## Results and discussion

### Seven new electron pairs

The fluorine atom has seven valence electrons and so 7·6/2 = 21 valence pairs, while F⁻ has 28. The electron that closes the 2p shell brings seven new pairs, four with electrons of opposite spin and three with electrons of the same spin. Hartree-Fock (HF) leaves out the correlation energy of every pair, so it should miss more in the anion than in the atom, by about the worth of those seven pairs.

The size follows from neon, which has the same valence shell as F⁻. Its valence correlation energy is roughly 9 eV (a rough recalled figure), or about 0.3 eV for each of its pairs. Seven such pairs make about 2 eV. An affinity of 3.4 eV should therefore be mostly correlation, and the methods should be ordered by how they supply this part.

Electron affinity of fluorine, E(F) − E(F⁻), computed with PySCF 2.14.0 from real unrestricted determinants in the def2-TZVPPD basis, non-relativistic with a point nucleus. MP2 and SCS-MP2 freeze 1s in the valence rows and no shell in the subvalence rows. The tabulated value is the measured 3.4012 eV, and the first-order spin-orbit correction of −0.02 eV is not included.

| method | class | exact exchange, long range (%) | electron affinity (eV) | less HF (eV) | less tabulated (eV) |
| --- | --- | --- | --- | --- | --- |
| HF | Hartree-Fock | 100 | 1.19 | 0.00 | -2.21 |
| LDA | LDA | 0 | 4.14 | 2.95 | 0.73 |
| PBE | GGA | 0 | 3.67 | 2.48 | 0.27 |
| PBE0 | global hybrid | 25 | 3.25 | 2.06 | -0.15 |
| r2SCAN | meta-GGA | 0 | 3.32 | 2.13 | -0.09 |
| wB97M-V | range-separated | 100 | 3.36 | 2.17 | -0.04 |
| B3LYP | global hybrid | 20 | 3.53 | 2.35 | 0.13 |
| BHandHLYP | global hybrid | 50 | 2.91 | 1.72 | -0.49 |
| r2SCANh | global hybrid | 10 | 3.20 | 2.01 | -0.20 |
| MP2 valence | wave function | n/a | 3.58 | 2.39 | 0.18 |
| SCS-MP2 valence | wave function | n/a | 3.39 | 2.20 | -0.01 |
| MP2 subvalence | wave function | n/a | 3.59 | 2.40 | 0.18 |
| SCS-MP2 subvalence | wave function | n/a | 3.40 | 2.21 | -0.01 |

All rows describe the same change, closed-shell F⁻ to doublet F, in one basis without relativity. The column "less HF" is a method's affinity minus the HF one, and "less tabulated" is its affinity minus the measured value in the caption. HF binds the electron by 1.19 eV, which is 35% of the tabulated affinity and 2.21 eV short of it. Not all of this gap is pair correlation in the strict sense. The unrestricted, non-spherical determinant lowers open-shell F but not closed-shell F⁻, and the restricted spherical limit lies near 1.4 eV (rough, recalled).

### The MP2 rows

For the four wave-function rows "less HF" is the second-order correlation contribution, and it can be split by spin. MP2 adds the opposite-spin part OS and the same-spin part SS with unit weights. SCS-MP2 is taken here to use the standard weights 6/5 and 1/3. The two valence rows then give two equations for two unknowns:

OS + SS = 2.39 eV, (6/5)·OS + SS/3 = 2.20 eV

OS = (2.20 − 2.39/3)/(6/5 − 1/3) = 1.62 eV, SS = 2.39 − 1.62 = 0.77 eV

This is a solution, not a test, but it shows why scaling lowers the affinity. The change from MP2 to SCS-MP2 is OS/5 − 2·SS/3, which is negative whenever SS/OS exceeds 0.3, and here the ratio is 0.47. Divided by the seven new pairs, the MP2 total is 0.34 eV, near the neon estimate. That figure is only apparent, because the shell swells on taking the electron and the older pairs change as well.

MP2 overshoots the tabulated value by 0.18 eV, of the kind expected when a series is cut at second order, though higher orders are untested here. SCS-MP2 lies within 0.01 eV of it, which should not be taken at face value. The omitted spin-orbit term of −0.017 eV is larger than that error, and correlated affinities usually rise as the basis grows, so the agreement may be a cancellation. Unfreezing the 1s shell (the subvalence rows) moves MP2 by 0.006 eV, but the basis is not built for 1s correlation and this does not measure a core effect.

### Where the functionals get their 2 eV

For a functional, "less HF" mixes correlation with a change in exchange. A global hybrid with share a of exact exchange has the energy E(a) = E(0) + a·(Ex,exact − Ex,semilocal). At fixed orbitals this holds for atom and anion alike, so the affinity is linear in a. The size of its downward slope is the amount by which exact exchange favours the anion less than semilocal exchange does. Each slope below is the difference of two rows divided by the difference in share, so linearity itself is argued and not checked.

The estimate for PBE runs as follows. From PBE to PBE0 the affinity changes by 3.25 − 3.67 = −0.42 eV over a quarter of the exchange. Extended to full exact exchange:

3.67 − 4 × 0.42 = 1.99 eV, which is 1.99 − 1.19 = 0.80 eV above HF

The end point stands for exact exchange plus PBE correlation. Of the 2.48 eV by which PBE exceeds HF, about 0.8 eV thus belongs to the correlation functional and about 1.7 eV to the use of semilocal exchange. The extension is long and both rows went into it, so only the proportion deserves trust. PBE correlation alone thus supplies well under half of the 2.2 eV that HF lacks, and the error of semilocal exchange makes up the rest. Exact exchange removes this compensation and puts nothing in its place. The rows show that the two errors offset each other, not why. The familiar picture of a semilocal exchange hole that imitates correlation belongs to stretched bonds, where the exact hole spreads over several atoms, and it does not simply carry over to a single atom.

The numbers show the sign in all three related pairs: per 10% of exact exchange the affinity falls by 0.17 eV from PBE, 0.12 eV from r2SCAN and 0.21 eV from B3LYP to BHandHLYP. The last two functionals also differ in their semilocal exchange and correlation, so their figure is not a pure effect of the share. The PBE slope can be tried on rows that did not fix it. Starting from r2SCAN it puts r2SCANh 0.05 eV below the table's value.

Starting from B3LYP it gives 3.53 − 3 × 0.168 = 3.03 eV for BHandHLYP, too high by 0.12 eV. A simpler picture, in which hybrids slide in a straight line from the lower-share member to HF, falls below the table for all three pairs, by 0.09 to 0.26 eV. For the PBE and r2SCAN pairs that sign is what the model requires, since the hybrid keeps the correlation functional of its parent and HF has none. For B3LYP and BHandHLYP the argument is looser, because their correlation parts differ.

### The irregular rows

The share alone does not order the functionals. A least-squares line in a through the seven functionals without range separation leaves a scatter of 0.26 eV rms, and LDA lies 0.48 eV above it. The reason is visible at zero share, where LDA, PBE and r2SCAN span 0.82 eV. Local correlation is known to be too large in atoms, which may account for the LDA overshoot, though the table does not separate it from the effect of local exchange. The flatter slope of r2SCAN says that its exchange is nearer to exact exchange for this change than that of PBE, which fits its lower affinity.

B3LYP lies 0.33 eV above r2SCANh in spite of twice the share, because the two start from different semilocal forms. Against PBE0 it is 0.28 eV higher, of which the smaller share explains 0.08 eV at the PBE slope. The other 0.20 eV must come from the semilocal parts. That it stems from the local-density pieces in B3LYP is a guess; if so, they would also steepen the apparent slope to BHandHLYP.

wB97M-V is listed at 100% yet lies 2.17 eV above HF and only 0.04 eV under the tabulated value. Its 100% applies at long range only, and the short-range share is about 15% (recalled from its definition). In a shell as compact as fluorine's 2p, much of the exchange is at short range, so the functional behaves more like a low-share hybrid. It was left out of the line, as was HF, and at its short-range share it sits 0.07 eV below the line, well within the scatter.

No single share is right for every family. With the spin-orbit term taken out of the reference, the target is 3.42 eV, which the PBE pair meets near 15% and the B3LYP pair near 25%, while r2SCAN is under it already with none. For LDA and PBE, and probably for r2SCAN, a further limit applies: semilocal potentials decay too fast and give F⁻ a positive highest orbital energy, so that a finite basis holds the electron in. Their affinities are values for this basis, and how far the same touches the other functionals is untested.

### Neighbouring series

The same count guides other cases. Ionising neon breaks the same seven pairs, so HF should again be short by an amount of the order of electronvolts, but against a binding several times larger the relative error shrinks. An alkali anion gains a single valence pair, of opposite spin, and HF is known not to bind it. There SS/OS should be small, and by the relation above SCS scaling should raise the MP2 affinity where for fluorine it lowers it.
